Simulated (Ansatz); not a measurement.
# Sr: the change of energy less free atoms and pressure with volume per atom

All results are calculated (Ansatz 0.2.0). Periodic Kohn-Sham DFT of a crystal at fixed atoms; pressure and stress are positive in compression; the energy is the free energy less that of spherical unpolarised free atoms; site moments are those in the method's own spheres, positive along +z.

Cell of the first row (space group P6_3/mmc, No. 194):
```
Sr
1.0
      4.2220     0.0000     0.0000
     -2.1110     3.6564     0.0000
      0.0000     0.0000     6.9061
Sr
2
Direct
  0.33333 0.66667 0.25000
  0.66667 0.33333 0.75000
```

Settings of every row: method all-electron LAPW; functional LDA; relativity scalar; k mesh 10x10x5; filling fermi-dirac; smearing width 0.08 eV; basis error target 1 meV/atom; nucleus gaussian.

Atom start moment: 0 on all atoms.

```csv
row,volume per atom (Å³),energy less free atoms (eV/atom),pressure (GPa)
1,53.306,-1.8776,-1.005
2,54.44,-1.8698,-1.206
3,55.574,-1.8606,-1.388
4,56.141,-1.8555,-1.473
5,56.708,-1.8502,-1.554
6,57.275,-1.8445,-1.631
7,57.842,?,?
8,58.976,-1.826,-1.842
9,60.11,-1.8125,-1.967
```

Question: what energy less free atoms and pressure should row 7 give?

Worked fit of energy less free atoms. Take u = (V_r/V)^(2/3) − 1 with V_r = 56.424 Å³ an atom, which is twice the finite (Eulerian) strain; such expansions in the strain, on which the Birch-Murnaghan equation of state is built, carry the rest volume and the bulk modulus. The shown rows have u = 0.03862, 0.02415, 0.01017, 0.00336, -0.00334, -0.00993, -0.02906, -0.04131. Least squares give energy less free atoms = −1.85289 − 0.8028 × u + 4.225 × u² eV/atom; a straight line predicts inner rows, each left out in turn, worse (root mean square 0.0022 against 3.2e-05 eV/atom). All shown rows lie on it to the printed digit. The withheld row has u = -0.01641, so the fit gives −1.85289 − 0.8028 × (-0.01641) + 4.225 × (-0.01641)² = -1.8386 eV/atom.

The calculation gave -1.8386 eV/atom. The fit meets it to the printed digit.

Worked fit of pressure. Take u = (V_r/V)^(2/3) − 1 with V_r = 56.424 Å³ an atom, which is twice the finite (Eulerian) strain; such expansions in the strain, on which the Birch-Murnaghan equation of state is built, carry the rest volume and the bulk modulus. The shown rows have u = 0.03862, 0.02415, 0.01017, 0.00336, -0.00334, -0.00993, -0.02906, -0.04131. Least squares give pressure = −1.5139 + 12.074 × u + 27.65 × u² + 22 × u³ GPa; a parabola predicts inner rows, each left out in turn, worse (root mean square 0.00036 against 0.00019 GPa). All shown rows lie on it to the printed digit. The withheld row has u = -0.01641, so the fit gives −1.5139 + 12.074 × (-0.01641) + 27.65 × (-0.01641)² + 22 × (-0.01641)³ = -1.705 GPa.

The calculation gave -1.705 GPa. The fit meets it to the printed digit.
